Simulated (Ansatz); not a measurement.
From SiCl4 to SiBr3Cl: predicting a member

On one Si centre, n of the Cl ligands are replaced by Br. The mean Si–Cl bond length y in Å at PBE0-D4/def2-TZVP. The shapes are optimised at that level. Programs: Ansatz 0.2.0.

```
molecule  n  y (Å)
   SiCl4  0  2.021
 SiBrCl3  1  2.023
SiBr2Cl2  2      ?
 SiBr3Cl  3  2.027
```

Q: Fit y = c + s·n to the known rows and predict SiBr2Cl2.

A: 
1. Means of the 3 rows: n = 1.33333, y = 2.0237.
2. Σ(Δn)² = 4.6667, Σ(Δn·Δy) = 0.0093333, so the slope is 0.0093333/4.6667 = 0.002.
3. Intercept: 2.0237 − (0.002) × 1.33333 = 2.0210. The largest residual of the fit is 0.0000.
4. SiBr2Cl2: 2.0210 + (0.002) × 2 = 2.025 Å.

The run gave 2.025 Å, so the prediction is off by 0.000 Å: they agree to the digits shown. The steps are nearly additive. Relativity is left out for Br.

The remaining Si–Cl bonds lengthen slightly and steadily as Br replaces Cl, by about 0.002 Å per substitution, with SiBr2Cl2 falling on the same line. The direction fits the lower electronegativity of Br: silicon becomes less positive, which weakens the polar contraction of the Si–Cl bonds, and by Bent's rule it directs more p character towards the remaining Cl ligands. Crowding by the larger Br atoms probably acts in the same direction. Bond lengths alone can't separate these contributions from one another or from the change in the dispersion term. The near-additivity suggests that each Br perturbs a largely unchanged tetravalent silicon centre, with little coupling between substituents. Because the step is only twice the last printed digit, however, the exact match supports interpolation within this series but can't rule out a slight curvature. Nor does a regular Si–Cl length imply that bond strengths or reaction energies are equally additive.
